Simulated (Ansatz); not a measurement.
## Ligand exchange: PH3 + C3H10Si → SiH3(PH2) + C3H8

Species: PH3 (phosphine) `P`, singlet; C3H10Si `CC(C)[SiH3]`, singlet; SiH3(PH2), singlet; C3H8 (propane) `CCC`, singlet. The partners trade H for SiH3: P–H and C–SiH3 bonds give way to P–SiH3 and C–H.

Shapes, held fixed at every level: PBE0-D4/def2-TZVP. Programs: Ansatz 0.2.0. The zero-point and thermal change to 298 K, harmonic and unscaled (PBE0-D4/def2-TZVP), is +7.5 kJ/mol.

```tsv
level	kind	ΔH(298 K) (kJ/mol)	less CCSD(T)/CBS estimate
HF/def2-SVP	Hartree–Fock	-27.8	-3.2
HF/def2-TZVPP	Hartree–Fock	-29.6	-5.0
r2SCAN-D4/def2-TZVPP	meta-GGA	-29.3	-4.7
BHLYP-D4/def2-TZVPP	global hybrid	-25.2	-0.6
PBE0-D4/def2-TZVPP	global hybrid	-30.6	-6.0
CCSD/def2-SVP	coupled cluster or CI	-20.7	+3.9
CCSD(T)/CBS estimate	coupled cluster or CI	-24.6	0.0
```

The highest level, CCSD(T)/CBS estimate, gives ΔH(298 K) = -24.6 kJ/mol; the levels span -30.6 to -20.7. The column of differences is taken from that level and isn't an error. No measured value is set beside it here. The CBS estimate extrapolates MP2 from def2-TZVPP and def2-QZVPP and adds CCSD(T) − MP2 in the triple-zeta set, cores frozen.

The exchange is exothermic at every level, so its direction doesn't hinge on the treatment of correlation. The driving force is the replacement of P–H by the much stronger C–H bond, in which hydrogen 1s overlaps well with a compact carbon valence hybrid. This gain outweighs the cost of moving silyl from carbon to phosphorus. Bond polarity alone would favour the reactants, since C–Si is more polar than P–Si and P–H is nearly nonpolar; covalent overlap therefore probably decides the balance. Relief of crowding at the secondary carbon may help slightly.

Hartree–Fock slightly overestimates the exothermicity, by 3.2 to 5.0 kJ/mol relative to the CCSD(T)/CBS estimate; a modest difference is expected when each side has one bond to hydrogen and one to silicon and much of the correlation energy cancels. BHLYP-D4 lies closest to the reference, but a single reaction can't separate accuracy from compensating errors. The smaller exothermicity with CCSD/def2-SVP can't be assigned to missing triples alone, because the basis differs too. The reaction enthalpy says nothing about the barrier to exchange, which could be substantial without a catalyst.
